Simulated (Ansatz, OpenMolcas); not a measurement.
AlCl3 (aluminium trichloride (monomer)): the energy, rung by rung

The species is AlCl3 (4 atoms), meant as a singlet with charge 0. As SMILES, `Cl[Al](Cl)Cl`. The shape is that of a PBE0-D4/def2-TZVP optimisation.

```xyz
4

Cl   -1.1350   -0.1084    1.7262
Al    0.0000    0.0000    0.0000
Cl    1.7420   -1.1040   -0.1636
Cl   -0.6069    1.2125   -1.5626
```

Each level gives the energy change with the Cl1–Al2 bond stretched from 2.069 to 2.379 Å (eV). The values are calculated.

```csv
level,kind,program,value (eV),CPU time (all runs)
HF/6-311+G** (restricted),Hartree–Fock,Ansatz,0.59,8.5 s
PBE/6-311+G** (restricted),GGA,OpenMolcas,0.46,44 s
revPBE/6-311+G** (restricted),GGA,OpenMolcas,0.42,44 s
r2SCAN/6-311+G** (restricted),meta-GGA,Ansatz,0.54,51 s
B3LYP/6-311+G** (restricted),global hybrid,Ansatz,0.49,29 s
wB97M-V/6-311+G** (restricted),range-separated hybrid,Ansatz,0.56,3.5 min
wB97X/6-311+G** (restricted),range-separated hybrid,Ansatz,0.58,96 s
RPA@PBE0/6-311+G** (restricted),RPA,Ansatz,0.57,47 s
MP2/6-311+G** (restricted),perturbation theory,OpenMolcas,0.60,26 s
BCCD(T)/6-311+G** (restricted),coupled cluster or CI,Ansatz,0.57,1.7 min
```

The first shape isn't each level's own minimum. The values span 0.42 to 0.60 eV. Times are those of the runs behind each value, whatever else they computed, on shared processors of several kinds: orders of magnitude only.

Stretching one Al–Cl bond costs 0.57 eV with coupled cluster, and RPA gives the same value. Hartree–Fock, at 0.59 eV, is already close, so correlation changes the cost of this stretch very little overall. That fits a strongly polar σ bond between closed-shell-like fragments, still far from the region where the electron pair separates and static correlation takes over. MP2 lies slightly above Hartree–Fock and coupled cluster slightly below, so even the sign of the small correlation contribution depends on its treatment.

The clear outliers are the GGAs and B3LYP, which make the stretch too easy. The GGAs probably favour a longer Al–Cl bond, so that part of the imposed extension runs towards their own minimum; revPBE, whose exchange favours inhomogeneous densities more strongly than that of PBE, is the softest. Exact exchange alone doesn't explain the order, since r2SCAN, which has none, comes closer to coupled cluster than B3LYP does. Agreement over this short stretch doesn't establish equally good bond dissociation energies.
